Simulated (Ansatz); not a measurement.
**A ladder of methods for [SnH5]− (SMILES [H][Sn-]([H])([H])([H])[H])**

The species is [SnH5]− (6 atoms), meant as a singlet with charge -1. SMILES: `[H][Sn-]([H])([H])([H])[H]`. The shape comes from GFN2-xTB, which is rough for such elements, and wasn't checked as a minimum.

```xyz
6

Sn    0.0004   -0.0014    0.0004
H    -0.0201   -0.0063    1.8858
H     0.0203    0.0107   -1.8880
H     1.7828    0.0108    0.0189
H    -0.9025    1.5360   -0.0034
H    -0.8810   -1.5498   -0.0136
```

Quantity: the energy change with the Sn1–H2 bond stretched from 1.885 to 2.828 Å, in eV. The values are calculated.

```csv
level,kind,program,value (eV)
BLYP/STO-3G (restricted),GGA,Ansatz,2.15
PBE/STO-3G (restricted),GGA,Ansatz,2.22
revPBE/STO-3G (restricted),GGA,Ansatz,2.17
r2SCAN/STO-3G (restricted),meta-GGA,Ansatz,2.42
B3LYP/STO-3G (restricted),global hybrid,Ansatz,2.46
CCSD/STO-3G (restricted),coupled cluster or CI,Ansatz,?
CCSDT(Q)/STO-3G (restricted),coupled cluster or CI,Ansatz,2.77
CCSDT/STO-3G (restricted),coupled cluster or CI,Ansatz,?
FCI/STO-3G,exact in the basis,Ansatz,2.77
```

(1) Estimate what the levels marked ? give.

## Answers

(1) As computed at these levels: CCSD/STO-3G (restricted): 2.79 eV; CCSDT/STO-3G (restricted): 2.76 eV. All-electron rows without a relativistic Hamiltonian named are non-relativistic. Sets without diffuse functions describe the anion poorly. The first shape isn't each level's own minimum. The values span 2.15 to 2.79 eV. All rows use very small basis sets, so even the best lies far from the true value. In the correlated wave-function rows the outer d shell of Sn is correlated, in sets not made for it.

The stretched bond is one of the two longer, axial ones in a near trigonal bipyramid. These are best seen as a three-centre, four-electron H–Sn–H unit, with much of the negative charge on the axial hydrogens and little need for tin d orbitals. Pulling one of them away leads towards stannane and hydride, both closed-shell, which probably explains why a single-reference expansion still works at this length: CCSD lies only slightly above FCI, and CCSDT(Q) matches it at 2.77 eV.

All the density functionals make the stretch too easy, the three GGAs most of all. B3LYP improves clearly on BLYP, but r2SCAN comes almost as close without exact exchange, so the shortfall probably reflects the semilocal description of exchange and correlation more broadly. The absolute cost is probably too high even at FCI, since compact hydrogen functions penalise the hydride-like charge that builds up as the bond lengthens. A single stretched point gives neither the hydride affinity of stannane nor the barrier to losing H2.
